## The spring picture

A bond angle is often pictured as a spring. The energy then rises with the square of the displacement, and it makes no difference whether the angle is closed or opened. For SnFCl, a bent molecule with tin in the middle, this picture predicts equal costs for moving the fluorine and chlorine atoms 30° together or 30° apart.

Rigid scan of the F–Sn–Cl angle in gas-phase SnFCl, computed with Ansatz 0.2.0 in the def2-TZVPP basis with a def2 core potential on Sn. All else is held at the PBE0-D4/def2-TZVP minimum (96.9°), which sets the zero of energy at every level. The coupled-cluster calculations use frozen cores, with the Sn 4d electrons correlated.

| bend (°) | CCSD(T) (eV) | r2SCAN-D4 (eV) | wB97M-V (eV) | CCSD (eV) | wB97M-V less CCSD(T) (eV) |
| --- | --- | --- | --- | --- | --- |
| 66.9 | 1.0212 | 0.9821 | 0.9764 | 1.0361 | -0.0448 |
| 74.4 | 0.4746 | 0.4469 | 0.4434 | 0.4798 | -0.0312 |
| 81.9 | 0.1827 | 0.1659 | 0.1643 | 0.1832 | -0.0184 |
| 89.4 | 0.0411 | 0.0341 | 0.0334 | 0.0401 | -0.0077 |
| 96.9 | 0.0000 | 0.0000 | 0.0000 | 0.0000 | 0.0000 |
| 104.4 | 0.0337 | 0.0372 | 0.0380 | 0.0364 | 0.0043 |
| 111.9 | 0.1265 | 0.1306 | 0.1328 | 0.1335 | 0.0063 |
| 119.4 | 0.2669 | 0.2693 | 0.2741 | 0.2795 | 0.0072 |
| 126.9 | 0.4448 | 0.4453 | 0.4528 | 0.4643 | 0.0080 |

The three rows to follow are the minimum at 96.9° and the two ends of the scan, 66.9° and 126.9°. In the CCSD(T) column, closing to 66.9° costs 1.02 eV, whereas opening to 126.9° costs only 0.44 eV. Two steps of equal size thus differ in cost by a factor of 2.3.

The departure from the spring begins close to the minimum. A parabola with the local stiffness, taken from the five central CCSD(T) energies, would give 0.59 eV at both ends. The calculated energies lie above this parabola in all four closing rows and below it in all four opening rows. Something stiffens the bend on one side and softens it on the other.

## Why the bonds favour a right angle

Tin in this molecule keeps a lone pair that is mainly of 5s character, and it bonds to the halogens mainly through its 5p orbitals. Two p orbitals in the molecular plane stand at right angles to each other. At a bond angle of 90°, each halogen can have one p orbital to itself. At any other angle, the two halogens partly compete for the same one.

The cost of this competition follows from perturbation theory. Let $\theta$ be the bond angle, $\beta$ the coupling of a halogen orbital to a p orbital that points straight at it, and $\Delta$ their energy separation. For simplicity, take both halogens as equal and leave the 5s orbital out. The in-phase combination of the two halogen orbitals couples to the p orbital along the bisector with strength $\sqrt2\,\beta\cos(\theta/2)$. The out-of-phase combination couples to the other p orbital with strength $\sqrt2\,\beta\sin(\theta/2)$.

A coupling $H$ lowers the energy of an electron in the halogen orbital by about $H^2/\Delta-H^4/\Delta^3$. When the two combinations are added, the squared terms give $2\beta^2/\Delta$, whatever the angle. The angle enters only through the next term:

$$
\frac{4\beta^4}{\Delta^3}\left(\cos^4\frac{\theta}{2}+\sin^4\frac{\theta}{2}\right)=\frac{2\beta^4}{\Delta^3}\left(1+\cos^2\theta\right).
$$

This term is a loss, because bonding grows more slowly than the square of the coupling. One strongly used p orbital and one weakly used one therefore bind less well than two used equally. The loss is smallest at 90° and grows as $\cos^2\theta$ on either side. Unequal halogens change its size but not its dependence on angle.

By itself, this preference would produce the opposite asymmetry. The closed end of the scan is 23° from a right angle, whereas the open end is 37° from it. As far as the p bonds are concerned, opening should be the more expensive move. The steep closing side needs a second cause, and it must be strong enough to reverse the order.

## Why closing meets a wall

The likeliest second cause is contact between fluorine and chlorine. The Sn–F and Sn–Cl bonds are held at 1.93 and 2.37 Å, so the angle alone fixes the distance $d$ between the two halogens:

$$
d^2=1.93^2+2.37^2-2\times1.93\times2.37\,\cos\theta .
$$

This distance is 3.23 Å at the minimum, roughly where the outer electron shells of the two atoms begin to touch. It shrinks to 2.40 Å at 66.9° and grows to 3.85 Å at 126.9°.

When filled shells overlap, the Pauli principle forces their electrons into states of higher kinetic energy. Overlap decays nearly exponentially with distance, and so does this repulsion. Closing the angle therefore multiplies a small repulsion many times over. Opening can only remove the little that was present at the minimum.

This difference between multiplying and removing is the heart of the asymmetry. In the simple model below, the contact term is of the order of 0.1 eV at the minimum and of the order of 1 eV at 66.9°. The first figure limits what opening can gain from relief of the contact, while the second sets the scale of the wall.

The same contact can account for the position of the minimum. At 90° the p-bond energy is flat, so even a weak push between the halogens opens the angle. The molecule settles where the growing loss in bonding balances the fading push. In this reading, the minimum lies at 96.9° rather than 90° because the halogens already touch slightly. Repulsion between their negative charges and some 5s character in the bonds would push the same way and would also make closing more expensive. The energies alone do not separate these effects.

The contact also helps to explain why opening falls below the parabola. Part of the stiffness at the minimum comes from the curvature of the contact repulsion. As the halogens separate, that part fades and the bend becomes softer than its local stiffness suggests. The $\cos^2\theta$ term adds to the effect, since it curves less as the angle moves away from 90°.

## The two causes in one formula

Adding the two effects gives

$$
E=c_0+c_1\cos^2\theta+c_2\,e^{(2.398-d)/s},
$$

where $E$ is the energy above the minimum, $d$ is in Å, and 2.398 Å is the shortest F···Cl distance in the scan. The constant $c_0$ adjusts the zero, $c_1$ scales the bonding loss, $c_2$ scales the contact repulsion, and $s$ is its decay length. A least-squares fit to all nine CCSD(T) energies gives $c_0=-0.113$, $c_1=1.493$ and $c_2=0.903$ eV, with $s=0.359$ Å.

The open end serves as a worked example. At 126.9°, $d$ is 3.852 Å, so that

$$
\begin{aligned}
E&=-0.113+1.493\cos^2(126.9^\circ)+0.903\,e^{(2.398-3.852)/0.359}\\
&=-0.113+0.538+0.016=0.441\ \text{eV}.
\end{aligned}
$$

The table has 0.445 eV. In the model, the contact has almost vanished here. The loss of bonding since the minimum is even a little larger than the cost of opening, because relief of the contact pays back part of it.

This row was part of the fit and is the one that the formula misses most. The typical (rms) miss over the nine rows is 0.002 eV. It rises to 0.012 eV when each row in turn is left out and then predicted from the other eight. The formula thus captures the shape well, but its four constants lean on one another and are not separate measurements of bonding and repulsion.

Changing the ingredients shows which of them the energies support. If the exponential is replaced by a $1/d$ repulsion, as between two charges, the rms miss grows to 0.047 eV, although that form also has one constant fewer. This speaks against charge repulsion as the whole cause of the wall, but not against a share in it. If the exponential is kept but $\cos^2\theta$ is replaced by $\cos\theta$, the miss is 0.011 eV. The preference of p bonds for 90° therefore rests on bonding theory as well as on the better fit.

## Where the wall appears in the calculation

At 66.9° the total can be split by level of theory. Hartree–Fock, which contains the Pauli principle but no electron correlation, already gives a rise of 1.10 eV. Correlation at the CCSD level lowers this by 0.07 eV, and the triples correction lowers it a little further. The wall is therefore present in the mean-field energy, as repulsion between filled shells requires. The Hartree–Fock rise also contains the change in bonding and the repulsion between charges, so it locates the wall without measuring the contact alone.

The height of the wall also depends on how the scan was made. With the bonds held fixed, the halogens can avoid each other only through the angle. A molecule free to adjust its bonds could relieve some of the strain. Counted from the same zero, the energies are therefore upper limits for a bend in which the bonds relax, and the closed end is where the contact gives them most reason to stretch.

## Why the functional's error changes sign

The last column gives wB97M-V less CCSD(T). It runs from −0.045 eV at 66.9°, about 4% of the CCSD(T) energy there, through zero at the minimum to +0.008 eV at 126.9°. At first sight, the functional seems to make one error on closing and the opposite error on opening.

The change of sign comes from the choice of zero. Every level is counted from the same structure at 96.9°, so the difference must vanish there. Counted from the open end instead, it would be negative in every other row and would reach −0.053 eV at 66.9°. The difference changes quickly while the halogens are close and levels off as they separate. A functional that is slightly too soft towards the F···Cl contact would err in this direction. On closing, however, the difference grows far less steeply than the contact term of the model, so an error in the bonding at tin may contribute as well.

A softer contact should also let the angle close a little. The five central energies place the fixed-bond minimum at 96.3° for wB97M-V and at 96.9° for CCSD(T). r2SCAN-D4 has its minimum at 96.4° and is likewise too low in all four closing rows. On opening, however, its difference from CCSD(T) does not level off: it rises to 0.004 eV at 111.9° and then falls back almost to zero.

Differences this small on the opening side should not be read as firm errors of a functional. They come from a single basis set, and they also depend on the choice of reference. At 126.9°, CCSD lies 0.020 eV above CCSD(T), so wB97M-V is too high against CCSD(T) but too low against CCSD. The softness on closing is the safer finding, since both functionals lie below both coupled-cluster levels in all four closing rows. Its size is still open to question, because both levels share the same basis set and no larger one was tried.

## Using the result

For small vibrations, the spring remains a fair approximation. At 7.5° from the minimum, the parabola gives 0.037 eV, while CCSD(T) gives 0.041 eV on closing and 0.034 eV on opening. The error is about a tenth in either direction. At 30° the same spring gives little more than half the cost of closing and overestimates the cost of opening by about a third.

For another bent molecule held together by p bonds, the first quantity to work out is the distance between the two end atoms. If they already touch at the minimum, theory leads one to expect an angle somewhat above 90°, a steep closing side and a softer opening side. If they are well apart, the contact should matter only after the angle has closed far enough to bring them together.
